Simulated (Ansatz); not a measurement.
Ligand exchange: Ge(CH3)4 + C2H3ClF2 → Ge(CH3)3Cl + C3H6F2

Species: Ge(CH3)4 (tetramethylgermane), singlet; C2H3ClF2 `FCC(F)Cl`, singlet; Ge(CH3)3Cl (chlorotrimethylgermane), singlet; C3H6F2 `CC(F)CF`, singlet. The partners trade CH3 for Cl: Ge–CH3 and C–Cl bonds give way to Ge–Cl and C–CH3.

Shapes, held fixed at every level: PBE0-D4/def2-TZVP. Flexible molecules stand in one conformer, not always the lowest. Programs: Ansatz 0.2.0. Electronic energies: no zero-point or thermal term.

```csv
level,kind,ΔE (kJ/mol),less CCSD(T)/def2-TZVPP
HF/def2-SVP,Hartree–Fock,-164.6,-30.7
SPW92/def2-TZVPP,LDA,-128.8,+5.1
r2SCAN-D4/def2-TZVPP,meta-GGA,-136.7,-2.8
r2SCAN0-D4/def2-TZVPP,global hybrid,-141.3,-7.4
wB97M-V/def2-TZVPP,range-separated hybrid,-137.7,-3.8
B2PLYP/def2-TZVPP,double hybrid,-138.5,-4.6
CCSD(T)/def2-SVP,coupled cluster or CI,-141.8,-7.9
CCSD(T)/def2-TZVPP,coupled cluster or CI,-133.9,0.0
```

The highest level, CCSD(T)/def2-TZVPP, gives ΔE = -133.9 kJ/mol; the levels span -164.6 to -128.8. The column of differences is taken from that level and isn't an error. No measured value is set beside it here. Relativity is left out for Ge unless named. Correlated rows may include outer-core shells of Ge, which these sets cover unevenly.

The exchange is strongly exothermic at every level, so the preference for chlorine on germanium and methyl on carbon doesn't hinge on the treatment of correlation. Germanium is more electropositive than carbon, which makes Ge–Cl a strong, polar bond, while the Ge–CH3 bond given up is fairly weak because the diffuse germanium valence orbitals overlap less well with carbon. Its replacement by a compact C–C bond adds to the driving force. Loss of the geminal F–C–Cl arrangement, with its lone-pair donation into σ* orbitals, probably offsets a little of this gain.

Hartree–Fock exaggerates the exothermicity. In the same def2-SVP basis, CCSD(T) gives -141.8 against -164.6 kJ/mol, so correlation favours the reactants and its absence, more than the small basis, explains the outlier. The step from r2SCAN-D4 to r2SCAN0-D4 goes the same way as Hartree–Fock, which suggests a sensitivity to exact exchange. The energies establish a downhill exchange but say nothing about its barrier, which may well be high without a catalyst.
